Why does a crystal of Ga$_2$Cu accept a sideways tilt so much more readily than a pull of the same percentage, and why does straining its square plane cost about twice as much as straining the axis that stands on it? The answer lies partly in counting which axes do work, and probably also in the way the layers are stacked. Square sheets of copper alternate with double sheets of gallium. Each copper sheet lies between gallium atoms that sit over the hollows of its squares, while the two gallium sheets of a pair face each other atom on atom, joined by short bonds along $c$.

Strained Ga2Cu (P4/mmm, a = 2.804 Å, c = 5.743 Å at rest), computed with Ansatz 0.2.0: PBEsol, plane-wave PAW, scalar-relativistic, no spin polarisation, cutoff 420 eV, k mesh 16×16×8, Gaussian smearing of 0.1 eV. Atoms and any free cell parameters are relaxed within the symmetry left by the strain. Changes are relative to the unstrained crystal.

| strain kind | strain (%) | cell freedom | energy change (meV/atom) | volume change (%) | a change (%) | c change (%) |
| --- | --- | --- | --- | --- | --- | --- |
| biaxial ab | -4.5 | length and tilt of c free | 34.1 | -5.97 | -4.50 | 3.10 |
| biaxial ab | -3.0 | length and tilt of c free | 14.4 | -3.93 | -3.00 | 2.10 |
| biaxial ab | -1.5 | length and tilt of c free | 3.7 | -1.99 | -1.50 | 1.02 |
| biaxial ab | 1.5 | length and tilt of c free | 3.4 | 2.09 | 1.50 | -0.91 |
| biaxial ab | 3.0 | length and tilt of c free | 12.7 | 4.17 | 3.00 | -1.81 |
| biaxial ab | 4.5 | length and tilt of c free | 26.8 | 6.08 | 4.50 | -2.86 |
| shear ca | 1.5 | cell held, c moved along a by strain times its height | 0.2 | 0.00 | 0.00 | 0.01 |
| shear ca | 3.0 | cell held, c moved along a by strain times its height | 1.2 | 0.00 | 0.00 | 0.04 |
| shear ca | 4.5 | cell held, c moved along a by strain times its height | 3.0 | 0.00 | 0.00 | 0.10 |
| shear ca | 6.0 | cell held, c moved along a by strain times its height | 5.7 | 0.00 | 0.00 | 0.18 |
| shear ca | 9.0 | cell held, c moved along a by strain times its height | 12.7 | 0.00 | 0.00 | 0.40 |
| uniaxial c | -4.5 | lengths a and b free, angles held | 16.2 | -1.30 | 1.66 | -4.50 |
| uniaxial c | -3.0 | lengths a and b free, angles held | 7.1 | -1.09 | 0.98 | -3.00 |
| uniaxial c | -1.5 | lengths a and b free, angles held | 1.7 | -0.61 | 0.45 | -1.50 |
| uniaxial c | 1.5 | lengths a and b free, angles held | 1.8 | 0.60 | -0.44 | 1.50 |
| uniaxial c | 3.0 | lengths a and b free, angles held | 6.2 | 1.09 | -0.93 | 3.00 |
| uniaxial c | 4.5 | lengths a and b free, angles held | 13.6 | 1.79 | -1.30 | 4.50 |

The three kinds of strain keep their order at every size they share: biaxial strain costs most, uniaxial strain along $c$ less, shear least. At 4.5 %, averaged over compression and stretch, the first two cost about 30 and 15 meV per atom, whereas the shear costs 3. These are density functional energies of a perfect crystal without thermal motion, computed with PBEsol on PAW datasets made for PBE. The symmetry left by each strain is kept, so a distortion that breaks it or needs a larger cell could lower the cost further.

The factor of two between the first two kinds has a simple mechanical origin. When a spring is stretched, the stored energy is half the force times the extension; in a crystal, stress and strain take their places. Uniaxial strain drives one axis, biaxial strain drives two. The stresses from the same calculations show that the resistance per driven axis is nearly equal for small strains, about 160 GPa when the two signs at 1.5 % are averaged. Two axes working against equal resistance store twice the energy.

That equality is a property of this crystal, as a comparison with an isotropic solid shows. Let $\varepsilon$ be the strain, $E$ the stiffness of one axis when the others are free, and $\nu$ the Poisson ratio, the sideways shrinkage per unit of stretch. A pull along $c$ then stores $\tfrac12E\varepsilon^2$ per volume. If both in-plane axes are pulled, each tends to shrink the other, and the stress needed on each rises to $E\varepsilon/(1-\nu)$. Biaxial strain should therefore cost $2/(1-\nu)$ times as much as uniaxial strain, clearly more than twice.

The uniaxial rows at 4.5 % supply both ingredients, a mean energy of 14.9 meV per atom and $\nu=0.33$. The isotropic estimate for the biaxial rows is thus $14.9\times2/0.67\approx44$ meV per atom, about half as much again as the calculated 30. The same solid has a shear stiffness of $E/[2(1+\nu)]$, which gives $14.9/2.66\approx5.6$ meV per atom, nearly twice the calculated 3. The output printed after this text sets out the comparison, in which the biaxial and shear energies were not used as input.

Both estimates err in the same direction. Measured against its resistance to a pull along $c$, the crystal is too soft in its plane and too soft in shear to be isotropic. The soft shear is therefore more than the usual ease of changing a shape at constant volume, because an isotropic solid has that advantage too. For the plane, this could come about in two ways: some bonds may stiffen $c$ in particular, or the two in-plane axes may hardly shrink each other, so that the factor $1/(1-\nu)$ is mostly missing. No row strains $a$ alone, so the table cannot separate the two.

If $c$ is specially stiffened, the gallium pairs are the natural candidate. A pull along $c$ acts along these bonds, and on the slanted copper–gallium contacts in series with them, whereas straining the plane reaches the gallium pairs only indirectly, through the relaxation of $c$ and of the layer heights. Tilting such a bond lengthens it only in proportion to the square of the tilt. The $c$ edge of the cell shows this geometry: a shear of 9 % makes it just 0.40 % longer. The gallium pair leans further than the edge, because nearly all the sliding takes place in its gap, but at 4.5 % shear this would lengthen it by only about 0.5 % if the gap kept its height. This argument from bond directions would account for both failures of the isotropic picture at once. The relaxed atomic positions from the same runs fit it. Stretching $c$ by 4.5 % lengthens the gallium pair by 2.8 %, whereas a biaxial stretch of the same size changes it by only 0.4 %. Under the pull the pair yields less than the cell as a whole, as a stiff link in a series should, and the copper–gallium layers take up the rest. How much of the cost belongs to the pairs remains open, since the energy is not divided among bonds.

Stacking may add a second reason for the soft shear. A gallium atom over a copper hollow is hemmed in, since sliding pushes it towards some neighbours and away from others. A gallium atom directly above another has no such hollow to climb out of. As the layers carry the shear stress one after another, the gap that slides most easily should take more than its share of the tilt. The relaxed positions bear this out: nearly all the sliding takes place between the two facing gallium sheets. Graphite makes a useful contrast: its sheets also slide easily, but they are weakly held against a pull as well, whereas the gallium pairs here are bonded across the gap.

The free axes show how the crystal balances volume against shape. When $c$ is stretched the plane shrinks, and when the plane is stretched $c$ shrinks, which keeps both the density and the length of the slanted copper–gallium contacts nearer their values at rest. The response stops well short of constant volume, for a different reason in each case. When the plane is stretched by 4.5 %, the gallium pair along $c$ keeps its length to within 0.4 %, so the contraction of $c$ has to come from the height of the copper–gallium layers alone. When $c$ is stretched, the shrinking plane shortens the contacts between neighbours within each sheet, which probably holds it back. At 4.5 %, each per cent of biaxial strain still changes the volume by about 1.3 %, against 0.3 % for uniaxial strain.

Compression of the plane by 4.5 % costs 34.1 meV per atom, stretching it by as much only 26.8. This is the usual asymmetry of bonding: repulsion between atoms steepens as they approach, while their attraction weakens as they separate. The biaxial stress per strain accordingly falls steadily from the strongest compression to the strongest stretch. Uniaxial strain shows the same preference at 3 and 4.5 %, but at 1.5 % the two signs are tied within the last digit.

The uniaxial series is less smooth than this picture suggests. Compressing $c$ from 1.5 to 3 % removes 0.48 points of volume, but the next equal step removes only 0.21, and the stress per strain also drops where it should rise. The stretched side is uneven too: its last step adds 0.70 points of volume after 0.49, and the stress per strain rises from 142.7 to 146.2 GPa where it should fall. The in-plane stress has relaxed almost to zero, which clears the cell relaxation of blame. In a metal, strain can move electronic states across the Fermi level, and a finite mesh of electron wave vectors can exaggerate the effect. One hint of this is that the smearing term of the energy, which grows with the number of states near the Fermi level, falls by about a quarter between 1.5 and 4.5 % stretch. The hint is not conclusive: the term hardly changes over the same range of compression, and it falls as much under biaxial compression, where the stress per strain runs smoothly. A denser mesh would show how much of the unevenness comes from the mesh.

Shear has an irregularity of its own. Its stress per strain is about 36 GPa at 4.5 and 6 %, then falls to 31 at 9 %, where the top of a cell has moved about 0.5 Å relative to its base. Sliding layers meet a periodic landscape, whose slope must eventually flatten, and this may be the first sign of it. At low strain the stress per strain first rises, from 30 to 36 GPa. The shear stresses were computed with a looser electronic convergence than is desirable, but the energies bear them out: divided by the square of the strain, the energy grows by almost a fifth from 3 to 6 % and is then level up to 9 %. The early stiffening is thus no mere error of the stresses. States shifting near the Fermi level are one possible cause, which these rows do not settle.

Printed output of the fit:

```
Stress per strain from the same runs:
         row  strain in %  stress per strain in GPa
  biaxial ab         -4.5                     197.2
  biaxial ab           -3                     179.1
  biaxial ab         -1.5                     167.2
  biaxial ab          1.5                     152.5
  biaxial ab            3                     138.7
  biaxial ab          4.5                     123.8
    shear ca          1.5                      30.2
    shear ca            3                      33.1
    shear ca          4.5                     35.76
    shear ca            6                     35.67
    shear ca            9                     31.48
  uniaxial c         -4.5                     161.2
  uniaxial c           -3                     169.6
  uniaxial c         -1.5                     167.4
  uniaxial c          1.5                     152.1
  uniaxial c            3                     142.7
  uniaxial c          4.5                     146.2
Biaxial energy at 4.5 % mean of both signs in meV/atom: 30.45
Uniaxial energy at 4.5 % mean of both signs in meV/atom: 14.9
Shear energy at 4.5 % in meV/atom: 3
Biaxial over uniaxial energy at 4.5 %: 2.044
Biaxial over uniaxial energy at 3 %: 2.038
Uniaxial over shear energy at 4.5 %: 4.967
Poisson ratio for strain along c at 4.5 % mean of both signs: 0.3289
Isotropic estimate of biaxial energy at 4.5 % in meV/atom: 44.4
Isotropic estimate of shear energy at 4.5 % in meV/atom: 5.606
Computed over isotropic biaxial energy: 0.6857
Computed over isotropic shear energy: 0.5351
Volume change per strain biaxial at 4.5 %: 1.339
Volume change per strain uniaxial at 4.5 %: 0.3433
Compression over stretch energy biaxial at 4.5 %: 1.272
Compression over stretch energy uniaxial at 4.5 %: 1.191
Uniaxial volume loss from -1.5 to -3 % strain in points: 0.48
Uniaxial volume loss from -3 to -4.5 % strain in points: 0.21
Uniaxial volume gain from 1.5 to 3 % strain in points: 0.49
Uniaxial volume gain from 3 to 4.5 % strain in points: 0.7
Sideways shift over one cell height at the largest shear in angstrom: 0.5169
```
